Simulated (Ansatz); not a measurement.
## A series in volume scale on MgSc

Free energy against uniform scaling of the volume at fixed shape and fractions; periodic cell, basis, potentials, k mesh and filling as listed. The results are calculated, by Ansatz 0.2.0.

The cell before it is scaled or strained (space group Pmma, No. 51):
```
cell vectors (Å)
   5.2160     0.0000     0.0000
   0.0000     3.3740     0.0000
   0.0000     0.0000     5.3667
atoms (fractions of the cell vectors)
Mg  0.75000  0.50000  0.80541
Mg  0.25000  0.50000  0.19459
Sc  0.75000  0.00000  0.30405
Sc  0.25000  0.00000  0.69595
```

Settings of every row: functional PBEsol; dispersion none; accuracy medium; potentials PAW; wave cutoff 500 eV; density cutoff 2000 eV; k mesh 5x7x5; k shift 0x0x0; occupations cold; smearing width 0.1 eV; spin none.

Limits: coarse k mesh, up to 40 meV an atom off; the cell comes from a prototype or a list of computed structures and needn't be the stable phase.

| row | volume scale | V (Å³/atom) | energy above lowest point (meV/atom) |
| --- | --- | --- | --- |
| 1 | 0.9406 | 22.209 | ? |
| 2 | 0.9703 | 22.911 | 0 |
| 3 | 1 | 23.612 | 4.9 |
| 4 | 1.0297 | 24.313 | 15.5 |
| 5 | 1.0594 | 25.014 | 31.1 |

Question: what energy above lowest point should row 1 give?

Worked fit of energy above lowest point. Take u = (V_r/V)^(2/3) − 1 with V_r = 23.962 Å³ an atom, which is twice the finite (Eulerian) strain; such expansions in the strain, on which the Birch-Murnaghan equation of state is built, carry the rest volume and the bulk modulus. The shown rows have u = 0.03035, 0.00986, -0.00965, -0.02824. Least squares give energy above lowest point = 9.53 − 546.8 × u + 7680 × u² meV/atom; a straight line predicts inner rows, each left out in turn, worse (root mean square 4.2 against 0.041 meV/atom). All shown rows lie on it to the printed digit. The withheld row has u = 0.05195, so the fit gives 9.53 − 546.8 × (0.05195) + 7680 × (0.05195)² = 1.9 meV/atom.

The calculation gave 1.7 meV/atom. The fit lies 0.2 meV/atom (0.64 % of the column's range) above it; its largest miss of a shown row is 0.0 meV/atom. This row lies beyond the range of the fit.
